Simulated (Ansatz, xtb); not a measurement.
# AlB2H3N: which of two isomers lies lower

Structure X: `B=[N][Al][BH2]`, a doublet. Structure Y: `BB=[N][AlH]`, a doublet. Both are isolated molecules in the gas phase, relaxed with BLYP-D3(BJ)/def2-SVP; the shapes shown needn't be the lowest conformers.

X (Å):

```yaml
atoms:
  - { symbol: Al, position_ang: [-1.2402, -1.6499, -0.6212] }
  - { symbol: B, position_ang: [-1.8619, -0.7170, 1.0612] }
  - { symbol: B, position_ang: [0.3145, -2.3714, -3.1490] }
  - { symbol: N, position_ang: [-0.3240, -2.0577, -2.0950] }
  - { symbol: H, position_ang: [-1.4655, -1.1472, 2.1236] }
  - { symbol: H, position_ang: [-2.7969, 0.0499, 0.9703] }
  - { symbol: H, position_ang: [0.9073, -2.6664, -4.1313] }
```

Y (Å):

```tsv
atom	x (Å)	y (Å)	z (Å)
Al	-2.1529	0.3030	0.8507
B	-0.7678	-1.5784	-1.1276
B	-0.0087	-2.5103	-2.2613
N	-1.3615	-0.8781	-0.2269
H	-2.7169	-0.1717	2.2818
H	1.1956	-2.6517	-2.2493
H	-0.6400	-3.0803	-3.1258
```

Quicker runs give these differences E(Y) − E(X): GFN2-xTB +0.072 eV; HF/STO-3G −0.152 eV (at GFN2-xTB geometries); r2SCAN-D4/def2-SVP +0.061 eV (at GFN2-xTB geometries).

Q: Estimate E(Y) − E(X) at the level CCSD(T)/def2-SVP + ΔMP2/def2-TZVPP.

A: Too close to call at this level: CCSD(T)/def2-SVP + ΔMP2/def2-TZVPP gives E(Y) − E(X) = +0.016 eV.

How the difference moves with the method:

| level | geometry | E(Y) − E(X) (eV) | departure from the last row (eV) | job, with rough time for the two |
| --- | --- | --- | --- | --- |
| GFN2-xTB | GFN2-xTB | +0.072 | +0.057 | optimisation, 0.2 s |
| HF/STO-3G | GFN2-xTB | −0.152 | −0.167 | single point, 0.44 s |
| r2SCAN-D4/def2-SVP | GFN2-xTB | +0.061 | +0.045 | single point, 7.8 s |
| BLYP-D3(BJ)/def2-SVP | BLYP-D3(BJ)/def2-SVP | +0.023 | +0.008 | optimisation, 67 s |
| HF/def2-SVP | BLYP-D3(BJ)/def2-SVP | −0.273 | −0.288 | part of the CCSD(T) run |
| MP2/def2-SVP | BLYP-D3(BJ)/def2-SVP | −0.068 | −0.083 | part of the CCSD(T) run |
| CCSD(T)/def2-SVP | BLYP-D3(BJ)/def2-SVP | −0.005 | −0.021 | single point |
| CCSD(T)/def2-SVP + ΔMP2/def2-TZVPP | BLYP-D3(BJ)/def2-SVP | +0.016 |  | single point, 40 s |

As drawn, Y has 1 B–B, 1 Al–H in place of 1 Al–B, 1 B–H.

The largest departure from CCSD(T)/def2-SVP + ΔMP2/def2-TZVPP is that of HF/def2-SVP, 0.288 eV. The last row adds to CCSD(T) the change of the MP2 difference between the two basis sets, here +0.021 eV.

With harmonic frequencies from BLYP-D3(BJ)/def2-SVP (ideal gas, rigid rotor, one conformer each, 298.15 K, 1 atm): the zero-point term adds −0.037 eV; ΔH is −0.026 and ΔG −0.011 eV.

Open shells are spin-unrestricted, with notable spin contamination under HF/STO-3G. The correlated steps freeze 8 core orbitals. Codes used: Ansatz 0.2.0, xtb 6.7.1; the last row on 1 thread of Arm Neoverse V1 on a shared host.

The two isomers are effectively degenerate: the small electronic preference for X is reversed once zero-point motion is included, so neither can be called the ground-state form. The bond exchange explains the balance. Y gives up a strong B–H bond for a weaker Al–H bond, but recovers much of the cost by replacing Al–B with a stronger B–B bond, while both keep a short, multiply bonded B–N unit attached to aluminium.

The geometries suggest different radicals. Aluminium is strongly bent in Y, as expected for an unpaired electron in an s-rich lone orbital. In X it is nearly linear, with a short Al–B contact, which points to partial π delocalisation into the empty boron p orbital. Hartree–Fock favours Y clearly, and correlation removes almost all of that preference, so X gains more correlation energy, probably through this delocalised Al–B bonding. The zero-point shift towards Y fits the softer Al–H stretch replacing a B–H stretch. Near-equal energies do not imply easy interconversion, which would require bond rearrangement over an unexamined barrier.
